How much energy does it take to pull one electron out of H3Ge–SiH2–GeH3 before its atoms have time to move, and how good a density functional does the answer need? The quantity is the vertical ionisation energy, the energy of the cation less that of the neutral molecule at the same geometry. It takes two calculations, although a single one already yields the energy of the highest occupied orbital, which is often used as a shortcut.

Vertical ionisation energies of H3Ge–SiH2–GeH3, calculated with Ansatz 0.2.0 using the density functionals and def2-TZVP basis listed. The neutral molecule (charge 0, singlet) and the cation (charge +1, doublet) share the PBE0-D4/def2-SVP geometry.

| result level | result ionisation energy (eV) |
| --- | --- |
| PBE-D4/def2-TZVP | 9.562 |
| revPBE-D4/def2-TZVP | 9.574 |
| r2SCAN-D4/def2-TZVP | 9.673 |
| r2SCANh-D4/def2-TZVP | 9.726 |
| PBE0-D4/def2-TZVP | 9.755 |
| BHLYP-D4/def2-TZVP | 9.823 |
| CAM-B3LYP-D4/def2-TZVP | 9.874 |
| LC-wPBE/def2-TZVP | 9.978 |

The eight functionals agree within 0.42 eV, or 40 kJ/mol. With PBE the shortcut is far worse. The highest occupied orbital of the neutral molecule lies at −6.90 eV, which would suggest an ionisation energy 2.7 eV below the PBE energy difference of 9.56 eV. With PBE, saving the second calculation therefore costs about six times as much as the whole choice of functional in the table. The orbital energies of the other functionals aren't given here; exact exchange at long range usually narrows this gap a good deal.

The reason becomes clear if the electron is imagined to leave gradually. Each small portion of charge costs minus the energy of the orbital it leaves, and the ionisation energy is the sum of these costs from neutral to cation. With the exact functional the cost would stay the same throughout. PBE lets an electron partly repel itself, so the orbital sinks as it empties, and the cost climbs from 6.90 eV at the neutral end to 12.14 eV at the cation end.

If the climb is steady, the sum equals the mean of the two ends, $(6.90+12.14)/2=9.52$ eV. The PBE energy difference without its D4 dispersion term is 9.53 eV, so the estimate, which has no adjustable constant, is good to about 0.01 eV. The orbital energy reads the cost at one end only, where the error is large. The energy difference takes in the whole path, along which a cost too low at the start is largely made up by one too high at the end.

What survives this averaging is the difference between the functionals. Two pairs of rows change little but the share of exact exchange. PBE0 replaces a quarter of PBE's exchange by exact exchange and raises the result by 0.19 eV; r2SCANh replaces a tenth of r2SCAN's and raises it by 0.05 eV. Theory offers a reason: a semilocal functional such as PBE favours charge that is spread out, and so tends to make the cation, with its spread-out hole, too stable. Exact exchange removes part of that bias, which makes ionisation dearer.

In a quick GFN2-xTB calculation, the two GeH3 groups and the SiH2 group between them each lose about a third of the electron. The hole thus appears to extend along the whole Ge–Si–Ge chain, whose ends are about 4 Å apart, so exact exchange should count at long range as well as close by. CAM-B3LYP and LC-wPBE increase its share with distance, and they give the two highest values. A straight line in the long-range share, fitted to all eight rows, has a typical error of 0.04 eV, against 0.13 eV for a line in the short-range share. This fits the picture but doesn't isolate the cause: only CAM-B3LYP and LC-wPBE tell the two shares apart, and the functionals differ in other ways too.

The r2SCAN row shows how much those other differences matter. It contains no exact exchange, yet lies 0.11 eV above PBE, more than half the step from PBE to PBE0. Carrying the PBE-to-PBE0 slope on to BHLYP, with its half share of exact exchange, overshoots the computed value by 0.13 eV. The share of exact exchange thus tells which way a result will probably move, but it is no conversion formula between functionals.

The accuracy required decides what to pay for. If half an electronvolt of disagreement between functionals is tolerable, as in a coarse screening, PBE or r2SCAN will do, and both avoid the cost of exact exchange. If 0.1 eV matters, the choice of functional matters too, since PBE0 and LC-wPBE still differ by 0.22 eV. Hybrids such as PBE0 need exact-exchange integrals, whose cost grows quickly with the size of the basis, and range-separated functionals usually add somewhat more work.

A target of about 0.04 eV, roughly 1 kcal/mol, is beyond what a choice among these rows can secure. At that scale even the D4 term counts: it adds 0.03 eV in PBE, while LC-wPBE was run without it. The cation also needs care, because its PBE solution was tested for stability but not against a wider search for a lower state. Such a target calls for a coupled-cluster calculation in a large basis, or a good measurement of the vertical energy rather than of the ionisation threshold, as an anchor.

The spread of 0.42 eV shows how sensitive the result is to the functional; it is not an error bar, and the highest value is not the best by virtue of being highest. The practical rule is to compute both charge states with the same functional and settings, and to keep that functional for every molecule in a comparison. A shift common to all the molecules cancels in such a comparison, so a useful test is to repeat two unlike members of the set with PBE and with a range-separated functional, and to see whether the difference between them changes. If it changes enough to affect the decision, the money is better spent on reliable anchors for those two than on more functionals. The fitted lines and the steps between levels are in the printed output below.

Numerical output:

```
Ionisation energy by level:
                     row  exact exchange at short range  exact exchange at long range  above PBE (eV)
        PBE-D4/def2-TZVP                              0                             0               0
     revPBE-D4/def2-TZVP                              0                             0           0.012
     r2SCAN-D4/def2-TZVP                              0                             0           0.111
    r2SCANh-D4/def2-TZVP                            0.1                           0.1           0.164
       PBE0-D4/def2-TZVP                           0.25                          0.25           0.193
      BHLYP-D4/def2-TZVP                            0.5                           0.5           0.261
  CAM-B3LYP-D4/def2-TZVP                           0.19                          0.65           0.312
       LC-wPBE/def2-TZVP                              0                             1           0.416
Spread of the eight levels (eV): 0.416
Spread of the eight levels (kJ/mol): 40.14
r2SCANh minus r2SCAN (eV): 0.053
Slope PBE to PBE0 (eV per unit of exact exchange): 0.772
Slope r2SCAN to r2SCANh (eV per unit of exact exchange): 0.53
r2SCANh step predicted with the PBE slope (eV): 0.0772
BHLYP predicted from PBE and its slope, less computed (eV): 0.125
LC-wPBE minus PBE0 (eV): 0.223
LC-wPBE minus CAM-B3LYP (eV): 0.104
D4 contribution to the PBE ionisation energy (eV): 0.03462
PBE ionisation energy without D4 (eV): 9.527
PBE ionisation energy less minus-HOMO of the neutral (eV): 2.659
That shortfall over the spread of the levels (ratio): 6.392
Rise of the PBE level from neutral to cation (eV): 5.239
Mean of the two PBE levels (eV): 9.522
Mean of the two levels less PBE without D4 (eV): -0.005104
fit of ie on 8 rows: constant 9.631 +/- 0.024, coefficient of xlong 0.3682 +/- 0.05; rms 0.0429, worst PBE-D4/def2-TZVP 0.0686, leave-one-out rms 0.0566
fit of ie on 8 rows: constant 9.709 +/- 0.065, coefficient of xshort 0.2841 +/- 0.31; rms 0.126, worst LC-wPBE/def2-TZVP -0.269, leave-one-out rms 0.161
```
